\section*{Centrifugal-distortion dipole of a non-polar molecule}

A molecule such as CH$_4$ has no dipole moment at its equilibrium geometry, and its lowest permanent multipole is the octopole. A rotating molecule is slightly deformed, however, and the deformation can be polar. The resulting dipole is quadratic in the angular momentum and makes a weak pure rotational spectrum allowed. This page derives Watson's expression (1971) for it, reduces it for $T_d$, and evaluates it for methane.

\subsection*{1. Premises and conventions}

\begin{enumerate}
\item One non-degenerate Born--Oppenheimer electronic state of a neutral, non-linear, semi-rigid molecule. Neutrality makes the dipole $\mathbf M=\sum_i q_i\mathbf r_i$, averaged over the electrons, independent of origin.
\item Molecule-fixed axes $\alpha,\beta,\gamma\in\{x,y,z\}$ obey the Eckart conditions and are principal axes at equilibrium. $Z$ is a space-fixed axis and $\Phi_{Z\alpha}$ are direction cosines.
\item $J_\alpha$ are molecule-fixed components of the total angular momentum in units of $\hbar$, with $[J_\alpha,J_\beta]=-i\sum_\gamma\epsilon_{\alpha\beta\gamma}J_\gamma$ and $[J_\alpha,\Phi_{Z\beta}]=-i\sum_\gamma\epsilon_{\alpha\beta\gamma}\Phi_{Z\gamma}$. Both $J_\alpha$ and $\Phi_{Z\alpha}$ commute with the vibrational operators.
\item $Q_k$ are mass-weighted normal coordinates: nucleus $n$ is displaced by $m_n^{-1/2}\sum_k\mathbf l_{n,k}Q_k$ with orthonormal $\mathbf l$. The momenta obey $[Q_k,P_l]=i\hbar\delta_{kl}$, and $\lambda_k=\omega_k^2=(2\pi c\tilde\nu_k)^2$.
\item The equilibrium dipole vanishes by symmetry, and we want the vibrational ground state.
\end{enumerate}

The rovibrational Hamiltonian in Watson's form is
\begin{equation}
H=\frac{\hbar^2}{2}\sum_{\beta\gamma}\mu_{\beta\gamma}(J_\beta-\pi_\beta)(J_\gamma-\pi_\gamma)+\frac12\sum_kP_k^2+V(Q)-\frac{\hbar^2}{8}\sum_\alpha\mu_{\alpha\alpha},
\label{H}
\end{equation}
where $\pi_\alpha$ is the vibrational angular momentum in units of $\hbar$ and $\boldsymbol\mu=(\mathbf I')^{-1}$. The tensor $\mathbf I'$ differs from the instantaneous inertia tensor $\mathbf I$ only by terms quadratic in $Q$. The symbol $\mu$ is reserved for inverse inertia and $M$ for the dipole. The operator that couples to a field along $Z$ is
\begin{equation}
M_Z=\sum_\alpha\Phi_{Z\alpha}M_\alpha(Q),\qquad M_\alpha=\sum_kM'_{\alpha k}Q_k+\dots,\qquad M'_{\alpha k}=\left(\frac{\partial M_\alpha}{\partial Q_k}\right)_e .
\label{MZ}
\end{equation}

\subsection*{2. The centrifugal force on a normal coordinate}

Differentiating $\boldsymbol\mu\,\mathbf I'=\mathbf 1$ gives $\partial_k\boldsymbol\mu=-\boldsymbol\mu\,(\partial_k\mathbf I')\,\boldsymbol\mu$. At equilibrium $\boldsymbol\mu$ is diagonal and $\partial_k\mathbf I'=\partial_k\mathbf I$, so
\begin{equation}
\mu_k^{\beta\gamma}\equiv\left(\frac{\partial\mu_{\beta\gamma}}{\partial Q_k}\right)_e=-\frac{a_k^{\beta\gamma}}{I_\beta I_\gamma},\qquad a_k^{\beta\gamma}=\left(\frac{\partial I_{\beta\gamma}}{\partial Q_k}\right)_e .
\label{muk}
\end{equation}
From \eqref{H} we keep the harmonic oscillators, the rigid rotor, and the one term that is linear in $Q$ and depends on $J$:
\begin{equation}
H\approx\sum_k\tfrac12\left(P_k^2+\lambda_kQ_k^2\right)+H_{\rm rot}+\sum_kQ_kF_k,\qquad F_k=\frac{\hbar^2}{2}\sum_{\beta\gamma}\mu_k^{\beta\gamma}J_\beta J_\gamma .
\label{H1}
\end{equation}
$F_k$ is Hermitian because $\mu_k^{\beta\gamma}$ is real and symmetric. The omitted terms (Coriolis coupling, anharmonicity, higher powers of $Q$ in $\boldsymbol\mu$) are sized in Section 7.

Treat $J_\alpha$ first as slowly varying numbers. Completing the square,
\begin{equation}
\tfrac12\lambda_kQ_k^2+Q_kF_k=\tfrac12\lambda_k(Q_k-X_k)^2-\frac{F_k^2}{2\lambda_k},\qquad X_k=-\frac{F_k}{\lambda_k}=-\frac{\hbar^2}{2\lambda_k}\sum_{\beta\gamma}\mu_k^{\beta\gamma}J_\beta J_\gamma .
\label{X}
\end{equation}
Each oscillator is centred on $X_k$. The energy lowering $-\sum_kF_k^2/2\lambda_k$ is the quartic centrifugal distortion energy. Inserting $\langle Q_k\rangle=X_k$ in \eqref{MZ} gives
\begin{equation}
M_\alpha=\sum_{\beta\gamma}\theta_\alpha^{\beta\gamma}J_\beta J_\gamma,\qquad
\theta_\alpha^{\beta\gamma}=-\sum_k\frac{\hbar^2}{2\lambda_k}\,\mu_k^{\beta\gamma}M'_{\alpha k}=\frac{\hbar^2}{2I_\beta I_\gamma}\sum_k\frac{a_k^{\beta\gamma}M'_{\alpha k}}{\lambda_k}.
\label{theta}
\end{equation}
The sum over $\beta\gamma$ is unrestricted, so an off-diagonal pair appears twice, as $J_\beta J_\gamma+J_\gamma J_\beta$. With dimensionless $J$, $\theta$ is a dipole moment; the factor $\hbar^2$ is absent if $J$ carries the dimension of action. The arbitrary phase of $Q_k$ cancels between the two derivatives.

\subsection*{3. Quantum derivation and operator order}

Since $J_\alpha$ does not commute with $\Phi_{Z\beta}$, the classical argument leaves open the order of factors in $M_Z$. A unitary transformation settles it. Let $U=\exp(-iS/\hbar)$ with $S=\sum_lP_lX_l$ and $X_l$ now the operator in \eqref{X}. To first order in $S$, any operator becomes $\tilde O=U^\dagger OU=O+(i/\hbar)[S,O]$.

\emph{Hamiltonian.} From $(i/\hbar)[P_l,Q_k]=\delta_{kl}$ follows $(i/\hbar)[S,\tfrac12\lambda_kQ_k^2]=\lambda_kQ_kX_k=-Q_kF_k$, which cancels the coupling in \eqref{H1}. The kinetic energy commutes with $S$. For a spherical top $H_{\rm rot}\propto J^2$ commutes with every $J_\alpha$ and hence with $S$; for other tops the commutator leaves a coupling smaller by the ratio of a rotational spacing to a vibrational quantum. To this order the eigenstates of $\tilde H$ are products of oscillator and rotor functions, and the ground-state effective dipole is $\langle0|\tilde M_Z|0\rangle$ taken over vibrations.

\emph{Dipole.} For vibrational operators $A,C$ and rotational operators $B,D$, expanding the products verifies
\begin{equation}
[AB,CD]=\tfrac12[A,C]\{B,D\}+\tfrac12\{A,C\}[B,D],
\end{equation}
with $\{\,,\}$ the anticommutator. Applying it with $A=P_l$, $B=X_l$, $C=Q_k$, $D=\Phi_{Z\alpha}$,
\begin{equation}
\tilde M_Z=\sum_{\alpha k}M'_{\alpha k}\left(Q_k\Phi_{Z\alpha}+\tfrac12\{X_k,\Phi_{Z\alpha}\}+\frac{i}{2\hbar}\sum_l\{P_l,Q_k\}[X_l,\Phi_{Z\alpha}]\right).
\end{equation}
The first term has no diagonal vibrational element. In the third, $\{P_l,Q_k\}$ is Hermitian and purely imaginary in the coordinate representation, so its expectation value in the real ground-state function is zero. The second term remains:
\begin{equation}
M_Z^{\rm eff}=\frac12\sum_{\alpha\beta\gamma}\theta_\alpha^{\beta\gamma}\left\{J_\beta J_\gamma,\Phi_{Z\alpha}\right\},
\label{Meff}
\end{equation}
with $\theta$ exactly as in \eqref{theta}.

Ordinary perturbation theory gives the same result and shows its origin. The coupling mixes the fundamental $|1_k\rangle$ into both initial and final states, with $\langle0|Q_k|1_k\rangle^2=\hbar/2\omega_k$ and energy denominator $-\hbar\omega_k$:
\begin{equation}
M_Z^{\rm eff}=-\sum_{\alpha k}\frac{\hbar}{2\omega_k}\,\frac{M'_{\alpha k}\left(F_k\Phi_{Z\alpha}+\Phi_{Z\alpha}F_k\right)}{\hbar\omega_k}=\frac12\sum_{\alpha k}M'_{\alpha k}\{X_k,\Phi_{Z\alpha}\}.
\end{equation}
The rotational lines therefore borrow their intensity from the infrared fundamentals.

No term of lower degree in $J$ competes with \eqref{Meff}. A term of degree zero is a vibrationally averaged permanent dipole, which the point group forbids. A term $\{J_\beta,\Phi_{Z\alpha}\}$ is odd under time reversal while the dipole is even, and $i[J_\beta,\Phi_{Z\alpha}]$ is again of degree zero.

\subsection*{4. Symmetry}

Under a point-group operation with orthogonal matrix $R$, the dipole is a polar vector, $\mathbf M\to R\mathbf M$, and $\mathbf J$ is axial, $\mathbf J\to(\det R)R\mathbf J$. The determinant enters $J_\beta J_\gamma$ squared, so $\theta_\alpha^{\beta\gamma}$ must be an invariant polar third-rank tensor, symmetric in $\beta\gamma$. Mode by mode, \eqref{theta} requires $Q_k$ to have the species of a dipole component and of a symmetric second-rank tensor, that is, to be allowed in both infrared and Raman spectra.

\emph{Inversion centre.} $R=-\mathbf 1$ gives $\theta=(-1)^3\theta=0$. In terms of modes, $M'_{\alpha k}$ needs a $u$ mode and $a_k^{\beta\gamma}$ a $g$ mode. The argument holds for every even power of $J$.

\emph{$T_d$.} Take $x,y,z$ along the three $S_4$ axes. Let a component carry the indices $x,y,z$ respectively $n_x,n_y,n_z$ times, with sum 3. The rotation $C_2(z)$ multiplies it by $(-1)^{n_x+n_y}$, so survival needs $n_z$ odd; $C_2(x)$ and $C_2(y)$ likewise need $n_x$ and $n_y$ odd. Only $n_x=n_y=n_z=1$ is left. $C_3$ permutes the axes cyclically, so $\theta_z^{xy}=\theta_x^{yz}=\theta_y^{zx}$. The plane $x\leftrightarrow y$ maps $\theta_z^{xy}$ on $\theta_z^{yx}$, which equals it, and $S_4(z)$, $(x,y,z)\to(y,-x,-z)$, supplies two minus signs. One constant survives:
\begin{equation}
M_z=\theta_z^{xy}(J_xJ_y+J_yJ_x),\quad M_x=\theta_z^{xy}(J_yJ_z+J_zJ_y),\quad M_y=\theta_z^{xy}(J_zJ_x+J_xJ_z).
\label{Td}
\end{equation}
The dipole spans $F_2$ and the symmetric products span $A_1+E+F_2$, so only $F_2$ modes contribute. The absence of a centre is not sufficient: in group $O$, $C_4(z)$ supplies one minus sign and $\theta$ vanishes. The sign of $\theta_z^{xy}$ reverses when the axes are turned by $90^\circ$ about $z$, so it has meaning only with a stated orientation.

The tensor in \eqref{Td} is fully symmetric and traceless, the same $xyz$ pattern as the octopole moment, and so is of pure rank 3. Contracted with $J_\beta J_\gamma\Phi_{Z\alpha}$ in any order it gives a rank-3 operator in the molecule-fixed indices and a rank-1 operator in the space-fixed one. The triangle conditions give $\Delta J=0,\pm1$ and $J+J'\ge3$. In the molecular symmetry group $T_d$(M), $M_Z$ is unchanged by permutations and reversed by permutation--inversions, so it has species $A_2$ and connects $A_1\leftrightarrow A_2$, $E\leftrightarrow E$, $F_1\leftrightarrow F_2$.

Classically $|\mathbf M|^2=4\theta^2(uv+vw+wu)$ with $u,v,w=J_x^2,J_y^2,J_z^2$ and $\theta=\theta_z^{xy}$. Since $(u+v+w)^2-3(uv+vw+wu)=\tfrac12[(u-v)^2+(v-w)^2+(w-u)^2]\ge0$, the maximum is $|\mathbf M|=2|\theta|J^2/\sqrt3$, reached for rotation about a $C_3$ axis. Rotation about an $S_4$ axis gives zero.

\subsection*{5. Inertial derivatives for XY$_4$}

Place X (mass $m_X$) at the origin and the four Y (mass $m$) at $(r/\sqrt3)\,\mathbf s_i$, with $\mathbf s_i=(1,1,1)$, $(1,-1,-1)$, $(-1,1,-1)$, $(-1,-1,1)$. Each coordinate of Y has square $r^2/3$, so $I=4m\cdot2r^2/3=8mr^2/3$. Let $M_T=m_X+4m$.

The 15 Cartesian displacements contain $F_2$ three times. The $z$ partners are X along $z$, all Y along $z$, and each Y along $(s_{iy},s_{ix},0)$, the gradient of $xy$. Removing the translation leaves two orthonormal mass-weighted vectors:
\begin{align}
A_z:&\quad \mathbf l_i=(s_{iy},s_{ix},0)/\sqrt8,\qquad \mathbf l_X=0,\\
B_z:&\quad \mathbf l_i=\tfrac12\sqrt{m_X/M_T}\;\mathbf e_z,\qquad \mathbf l_X=-\sqrt{4m/M_T}\;\mathbf e_z .
\end{align}
Rotations span $F_1$, so both vectors satisfy the Eckart conditions. The $x$ and $y$ partners follow by cyclic permutation. With $I_{xy}=-\sum_nm_nx_ny_n$, motion along $z$ leaves $I_{xy}$ unchanged, while along $A_z$
\begin{equation}
\frac{\partial I_{xy}}{\partial A_z}=-\sum_{i=1}^4m\,\frac{r}{\sqrt3}\,\frac{s_{ix}^2+s_{iy}^2}{\sqrt{8m}}=-\sqrt{\frac{8mr^2}{3}}=-\sqrt I .
\end{equation}
The two $F_2$ normal modes are an orthogonal mixture, $\mathbf l_{kz}=c_kA_z+s_kB_z$ for $k=3,4$, with $c_k^2+s_k^2=1$ and $c_3^2+c_4^2=1$. We fix the phases by $c_k>0$. Then by \eqref{muk}
\begin{equation}
a_{kz}^{xy}=-c_k\sqrt I,\qquad\mu_{kz}^{xy}=+c_kI^{-3/2}.
\label{ak}
\end{equation}
The sign is sensible. For $\mathbf J$ along $(1,1,0)$, $J_xJ_y>0$ and \eqref{X} drives $A_z$ negative, which moves atoms 2 and 3 away from the axis.

The mixing is fixed by the Coriolis constant $\zeta_k=\sum_n(l_{nx,kx}\,l_{ny,ky}-l_{ny,kx}\,l_{nx,ky})$. For the pair $B_x,B_y$ the sum is the norm of the vector, 1. For $A_x=(0,s_{iz},s_{iy})/\sqrt8$ and $A_y=(s_{iz},0,s_{ix})/\sqrt8$ it is $-\sum_is_{iz}^2/8=-\tfrac12$. The cross terms vanish because $A_x$ and $B_y$ have no $x$ components, and $A_y$ and $B_x$ no $y$ components. Hence
\begin{equation}
\zeta_k=s_k^2-\tfrac12c_k^2=1-\tfrac32c_k^2,\qquad c_k^2=\tfrac23(1-\zeta_k),\qquad\zeta_3+\zeta_4=\tfrac12 .
\label{zeta}
\end{equation}
Introduce dimensionless coordinates $q_k=(\omega_k/\hbar)^{1/2}Q_k$ and the rotational constant $B=\hbar/4\pi cI$, so that $B/\tilde\nu_k=\hbar/2I\omega_k$. From \eqref{theta} and \eqref{ak},
\begin{equation}
\theta_z^{xy}=-\frac{\hbar^2}{2I^{3/2}}\sum_{k=3,4}\frac{c_kM'_k}{\omega_k^2}=-\sqrt2\sum_{k=3,4}c_k\left(\frac{B}{\tilde\nu_k}\right)^{3/2}\frac{\partial M_z}{\partial q_{kz}},
\label{final}
\end{equation}
with $M'_k=\partial M_z/\partial Q_{kz}$. The displacement itself is $q_{kz}=-\sqrt2\,c_k(B/\tilde\nu_k)^{3/2}(J_xJ_y+J_yJ_x)$.

\subsection*{6. Dipole derivatives from band intensities}

We take as a premise the standard integrated Napierian molar absorption of a band, $\mathcal A=(C\ell)^{-1}\int\ln(I_0/I_t)\,d\tilde\nu$ for molar concentration $C$, path $\ell$, and incident and transmitted intensities $I_0$, $I_t$, with all molecules in the vibrational ground state:
\begin{equation}
\mathcal A_k=\frac{2\pi^2N_A\tilde\nu_k}{3\varepsilon_0hc}\sum_{t=x,y,z}\left|\langle1_{kt}|\mathbf M|0\rangle\right|^2=\frac{N_A}{12\varepsilon_0c^2}\,3M_k'^2 .
\label{A}
\end{equation}
The second form uses a linear dipole function, $\langle1|Q|0\rangle^2=\hbar/2\omega_k=h/8\pi^2c\tilde\nu_k$, and three equal components. The prefactor $N_A/12\varepsilon_0c^2$ is 42.26 km\,mol$^{-1}$ per D$^2$\,\AA$^{-2}$\,u$^{-1}$.

Equation \eqref{A} yields $|M_3'|$ and $|M_4'|$ only, so \eqref{final} has two possible magnitudes. One further piece of information decides. Choose $s_3=c_4$ and $s_4=-c_3$ (the opposite overall sign of both $s_k$ changes no magnitude below). Then $\partial M_z/\partial B_z=s_3M'_3+s_4M'_4=c_4M'_3-c_3M'_4$. Along $B_z$ the rigid Y$_4$ frame moves relative to X by $B_z/\sqrt{m_r}$, with $m_r=4mm_X/M_T$. A translation of the neutral molecule produces no dipole, so this motion is equivalent to moving X alone by $-B_z/\sqrt{m_r}$. The atomic polar tensor charge $q_X=\partial M_z/\partial z_X$ therefore obeys
\begin{equation}
|q_X|=\sqrt{m_r}\,\left|c_4M'_3-c_3M'_4\right| .
\label{q}
\end{equation}
Equal signs of $M'_3$ and $M'_4$ give the large $|\theta|$ and the small $|q_X|$; opposite signs give the reverse. Even a rough electronic-structure value of $q_X$ separates the cases.

\subsection*{7. Range of validity}

\begin{itemize}
\item \emph{Small displacement.} The linear expansions of $\boldsymbol\mu$ and $\mathbf M$ need $|q_k|\ll1$. Terms quartic in $J$ arise, for example, from the centrifugal change of the force constants, and are of relative order $(2B/\tilde\nu)^2J(J+1)$.
\item \emph{Coriolis coupling.} In the intermediate state $|1_k\rangle$ the term $-2B\sum_\alpha\pi_\alpha J_\alpha$ has imaginary antisymmetric vibrational elements, so it contributes combinations $i(F_kJ_\alpha\Phi_{Z\gamma}-\Phi_{Z\gamma}J_\alpha F_k)$. The cubic part cancels and commutators of degree two remain. They renormalise $\theta$ by a relative amount of order $B/\tilde\nu$.
\item \emph{Zero-point averaging.} Equation \eqref{final} is defined with equilibrium and harmonic quantities. Cubic and quartic potential terms and nonlinear dipole terms modify $\theta$ in the ground state and also the link \eqref{A}. At the order kept, harmonic wavenumbers with $B_e$ and fundamentals with $B_0$ are equally legitimate, and the spread between the two choices indicates the size of this largest correction.
\item \emph{State and molecule.} In degenerate excited vibrational states, such as one quantum of an $F_2$ mode, a $J$-independent vibrationally induced dipole is allowed and \eqref{Meff} is no longer the leading term. Polar molecules, large-amplitude motion, open shells and isotopologues of lower symmetry such as CH$_3$D need additional terms.
\end{itemize}

\subsection*{8. Numerical illustration: CH$_4$}

The inputs are typical, approximate values: $B_0\approx5.24$ cm$^{-1}$, $\tilde\nu_3\approx3019$ and $\tilde\nu_4\approx1311$ cm$^{-1}$, $\zeta_3\approx0.055$, $\mathcal A_3\approx69$ and $\mathcal A_4\approx33$ km\,mol$^{-1}$, masses 1.008 and 12 u. Equation \eqref{zeta} gives $\zeta_4=0.445$, $c_3^2=0.63$ and $c_4^2=0.37$. The length conversion is $(\hbar/\omega_k)^{1/2}=(33.715\ {\rm cm^{-1}}/\tilde\nu_k)^{1/2}$ \AA\,u$^{1/2}$. Intermediate entries carry guard digits.

\begin{center}
\begin{tabular}{lcc}
\hline
 & $\nu_3$ & $\nu_4$\\
\hline
$c_k$ & 0.794 & 0.608\\
$|M'_k|$ / D\,\AA$^{-1}$\,u$^{-1/2}$ & 0.738 & 0.510\\
$(\hbar/\omega_k)^{1/2}$ / \AA\,u$^{1/2}$ & 0.1057 & 0.1604\\
$|\partial M_z/\partial q_{kz}|$ / D & 0.0780 & 0.0818\\
$(B/\tilde\nu_k)^{3/2}$ & $7.23\times10^{-5}$ & $2.53\times10^{-4}$\\
magnitude of term in \eqref{final} / $10^{-5}$ D & 0.633 & 1.78\\
\hline
\end{tabular}
\end{center}

The bend dominates because each term scales as $\tilde\nu_k^{-2}$ at fixed $M'_k$. The intensities allow $|\theta_z^{xy}|=2.4\times10^{-5}$ D for equal signs and $1.1\times10^{-5}$ D for opposite signs.

For \eqref{q}, $m_r=3.018$ u, $\sqrt{m_r}=1.737$ u$^{1/2}$ and $1\,e$\,\AA\ $=4.803$ D. The combination $|c_4M'_3-c_3M'_4|$ is 0.044 or 0.854 D\,\AA$^{-1}$\,u$^{-1/2}$, so $|q_{\rm C}|$ is about $0.02\,e$ for equal signs and $0.31\,e$ for opposite signs. We take as a further input that the polar tensor charge of carbon in methane is approximately zero, at most a few hundredths of $e$. This selects equal signs and
\begin{equation}
|\theta_z^{xy}|\approx2.4\times10^{-5}\ {\rm D}.
\end{equation}
The absolute sign is opposite to the common sign of $M'_3$ and $M'_4$ in the orientation of Section 5, and intensities do not provide it.

To gauge zero-point effects, repeat the sum with approximate harmonic wavenumbers 3157 and 1367 cm$^{-1}$ and $r_e\approx1.087$ \AA, which gives $I_e=3.176$ u\,\AA$^2$ and $B_e=5.31$ cm$^{-1}$. At fixed $M'_k$ each term scales as $B^{3/2}/\tilde\nu_k^2$, so the terms become 0.59 and 1.67 and the sum $2.3\times10^{-5}$ D, lower by 6\%. A common change of 10\% in the intensities moves $\theta$ by 5\%. The second figure of the result is therefore uncertain by one or two units.

For $J=10$, with $J^2\to J(J+1)=110$, the classical maximum dipole is $2|\theta|J^2/\sqrt3=3.0\times10^{-3}$ D. Its interaction energy with a field of 1 kV\,cm$^{-1}$ corresponds to 1.5 MHz, which sets the upper scale of the linear Stark shifts that the $E$ levels can show. The coefficient of the $\nu_4$ displacement is $2.2\times10^{-4}$, and since $|J_xJ_y+J_yJ_x|\le J^2$ the displacement is at most 0.024, far below the zero-point amplitude $1/\sqrt2$. The Coriolis correction is of relative order $B/\tilde\nu_4=0.004$ and the quartic terms of order $(2B/\tilde\nu_4)^2J(J+1)=0.007$, both below the zero-point and input uncertainties at this $J$.